**Notebook page: how volume and magnetism act on each other in rocksalt MoS**

Rocksalt MoS in a 4-atom cell, scaled evenly from a cubic a = 5.475 Å (20.51 Å³ per atom) at volume ratio 1. Ansatz 0.2.0, PBE+U with an effective U of 4.38 eV on Mo d, scalar-relativistic plane-wave PAW, cutoff 420 eV, k mesh 14×14×7, Gaussian smearing 0.1 eV. Spins are collinear, and the two Mo moments start at +2 and −2 μB.

| volume ratio | energy above lowest (meV/atom) | pressure (GPa) | largest site moment (μB) |
| --- | --- | --- | --- |
| 0.8 | 211.1 | 21.92 | 2.68 |
| 0.86 | 78.5 | 12.40 | 2.86 |
| 0.92 | 14.2 | 4.78 | 2.99 |
| 0.96 | 0.0 | 0.94 | 3.07 |
| 1 | 3.4 | -2.13 | 3.14 |
| 1.04 | 20.9 | -4.58 | 3.21 |
| 1.1 | 67.3 | -7.33 | 3.30 |
| 1.18 | 155.7 | -9.73 | 3.41 |

The volume ratio is the cell volume divided by that of the starting cell. A positive pressure means that the cell pushes outwards, a negative one that it pulls inwards. The largest site moment is the surplus of one spin over the other on a molybdenum atom, in Bohr magnetons (μB).

**1. At which volume is the crystal at rest?**

It rests where the pressure vanishes, which lies between the rows 0.96 and 1. A straight line between these two pressures crosses zero at a ratio of about 0.97, or a cubic lattice constant of about 5.42 Å. The starting cell is therefore slightly stretched. The row with the lowest energy is only the nearest sampled point, and its pressure places it roughly 0.7 meV/atom above the true minimum.

**2. Why does squeezing cost more than stretching?**

The most compressed row lies 211 meV/atom above the lowest one and the most expanded row only 156, although the expanded row is farther from rest. When atoms are pushed together, their filled shells overlap, and the Pauli principle forces electrons into states of higher kinetic energy. This repulsion climbs steeply as distances shrink, while the bonding attraction fades more gently as they grow.

The stiffness shows the same asymmetry. The bulk modulus, the pressure needed per relative change of volume, falls from about 130 GPa over the most compressed step to about 34 GPa over the most expanded one. Near rest it is about 75 GPa, so a volume loss of one per cent takes roughly 0.75 GPa.

**3. Do the energies and the pressures agree?**

Pressure is the rate at which energy falls as volume grows, so one column can be tested against the other. From ratio 1 to 1.04 the energy rises by 20.9 − 3.4 = 17.5 meV/atom, and the volume by 0.04 × 20.51 = 0.820 Å³ an atom. With 1 eV/Å³ = 160.2 GPa this gives

$$P=-\frac{\Delta E}{\Delta V}=-\frac{0.0175}{0.820}\times160.2\ \text{GPa}=-3.42\ \text{GPa}.$$

The mean of the two tabulated pressures is −3.36 GPa. No constant was adjusted. The pressure curve flattens towards large volumes, so the slope should lie slightly below this mean, and on six of the seven steps it does.

The exception is the step from 0.8 to 0.86, where the slope lies above the mean. Once the curvature is allowed for, the mismatch amounts to about 2 meV/atom. It may sit in the energies or in the pressures, so the last digits of both carry no weight at that end. A plane-wave basis that changes with the cell, the k mesh of a metal, or a slightly different electronic state in one of the two rows could cause the mismatch, and no run here separates these causes. The printed output after this page gives the comparison for every step.

**4. The cell moment is zero in all rows. Is the crystal nonmagnetic?**

It is not, because each molybdenum atom carries about 3 μB and the two in the cell point in opposite directions. Repeating this cell through space gives (001) layers of alternating spin. Each molybdenum atom then has four nearest molybdenum neighbours with parallel spin and eight with opposite spin. No other magnetic order is shown here, and the program searched only lightly for lower self-consistent states, so the state in these rows need not be the ground state.

Such layers single out one axis of a cell that was held cubic. At ratio 1 the pull inwards is 0.77 GPa stronger along one axis than along the other two, so a cell free to change shape would start to shorten most along it. The resting volume in question 1 therefore belongs to the cubic shape only.

**5. Why does the moment grow as the crystal expands?**

Electrons lower their energy by spreading over neighbouring atoms, and this works against a moment. A spreading electron visits atoms of either spin direction and mixes with sulfur orbitals that hold both spins. Exchange favours the opposite arrangement, in which the d electrons of one atom share one spin. Expansion weakens the overlap between atoms and narrows the d bands, so exchange wins more ground.

A stretched hydrogen molecule shows the same contest in its simplest form. In a mean-field calculation that lets the two spins separate, an up spin settles on one atom and a down spin on the other once the bond is long enough. The likeness ends there: hydrogen has one orbital per atom and no bridging sulfur, whereas MoS remains metallic in the six rows from 0.8 to 1.04.

The d occupations support this picture. Between ratios 0.8 and 0.92 a molybdenum atom loses 0.20 minority-spin d electrons and gains 0.07 majority-spin ones. The d shell thus loses about 0.13 electrons in all, and sulfur gains about as much, as weaker mixing between the two would suggest. The band narrowing itself is argued from the longer distances, not read from a computed band width.

The moment rises at every step, by 27 % over the whole range, and shows no sudden collapse under compression. The rise is fastest at the compressed end and slows with expansion. A likely reason is that fewer minority-spin electrons are left to lose.

**6. Which digits of the moment can be trusted?**

The growth is firmer than the absolute value, because a moment on one atom depends on where that atom is taken to end. At ratio 0.8 the table gives 2.68 μB. Counting spin in the atomic d orbitals gives 3.59 μB, and half of the absolute spin density summed over the cell gives 3.71 μB. Yet all three counts grow by about 0.3 μB between ratios 0.8 and 0.92.

The second decimal is thus useful for following the trend within one column, but the three growths themselves differ by about 0.04 μB. A moment should not be compared with one defined in another way.

**7. Does the moment push the crystal outwards?**

The trend in question 5 can be read backwards. If expansion strengthens the moment, then strengthening the moment by other means must make the crystal press outwards.

To see why, imagine a weak field $h$ that points up on one set of molybdenum atoms and down on the other. Let $m$ be the up moments less the down moments, counted in regions of fixed size. The free energy $F$ then changes with volume $V$ and field as

$$dF=-P\,dV-m\,dh.$$

The order in which the two changes are made cannot matter, and this gives

$$\left(\frac{\partial P}{\partial h}\right)_V=\left(\frac{\partial m}{\partial V}\right)_h.$$

All three counts in question 6 grow with volume, so the right-hand side should be positive, and the left-hand side with it. This gives the expected sign for small changes of the moment. The full magnetic share of the pressure would need a run with the moment switched off, which is not available here.

The same link affects the stiffness. Under load the moment shrinks and gives way, which makes the crystal softer than it would be if its moments were frozen.

**8. What would change without the Hubbard U, or with chromium in place of molybdenum?**

The U term makes partly filled d orbitals costly, and so drives the two spins apart. Without it the moment should be smaller and give way more easily under compression. How much smaller is open, since every row uses the same U. In a metal the mobile electrons screen the repulsion on each atom, and a 4d shell is spread out, so a U of 4.38 eV is likely to overstate the moment. The moments and the resting volume belong to that choice.

Chromium has the same number of valence electrons, but its 3d shell is more compact than the 4d shell of molybdenum. At the same distance from sulfur its d orbitals overlap less and its exchange is stronger, so its moment should withstand compression better. For a neighbouring compound with as many d electrons, compare the reach of the d shell with the distance between the atoms: the farther the shell reaches at a given distance, the harder it is to keep a moment.

Printed output of the fit:

```
Each row and the step from the row above:
   row  Mo-S distance (Å)  pressure from energy slope (GPa)  mean of end pressures (GPa)  slope less mean (GPa)  moment rise per unit volume ratio (μB)  bulk modulus over step (GPa)
   0.8              2.541                               n/a                          n/a                    n/a                                     n/a                           n/a
  0.86              2.603                             17.26                        17.16                 0.1034                                       3                         131.6
  0.92              2.662                             8.371                         8.59                -0.2187                                   2.167                           113
  0.96              2.701                             2.773                         2.86               -0.08692                                       2                         90.23
   1.0              2.737                            -0.664                       -0.595               -0.06898                                    1.75                          75.2
  1.04              2.774                            -3.418                       -3.355               -0.06252                                    1.75                         62.47
   1.1              2.826                            -6.041                       -5.955               -0.08588                                     1.5                         49.03
  1.18              2.893                            -8.632                        -8.53                -0.1017                                   1.375                         34.19
Volume ratio at zero pressure by straight-line interpolation: 0.9722
Volume per atom there (Å³): 19.94
Cubic lattice constant there (Å): 5.424
Estimated height of the lowest row above the true minimum (meV/atom): 0.7369
Volume ratio from rest to the most compressed row: 0.1722
Volume ratio from rest to the most expanded row: 0.2078
Rise of site moment over the whole scan (μB): 0.73
Rise of site moment over the whole scan (%): 27.24
Site moment growth from 0.8 to 0.92 (μB): 0.31
Löwdin d spin at 0.8 (μB): 3.593
Löwdin d spin at 0.92 (μB): 3.865
Löwdin d spin growth from 0.8 to 0.92 (μB): 0.2712
Half the absolute magnetisation at 0.8 (μB): 3.71
Growth of half the absolute magnetisation from 0.8 to 0.92 (μB): 0.3146
Change of minority d electrons from 0.8 to 0.92: -0.1996
Change of majority d electrons from 0.8 to 0.92: 0.0716
Expected lowering of slope below mean on the first step from curvature (GPa): 0.1583
Energy misfit on the first step after curvature (meV/atom): 2.01
Stress on the two equal axes less the odd axis at 0.8 (GPa): 1.777
Stress on the two equal axes less the odd axis at 1 (GPa): 0.7659
```
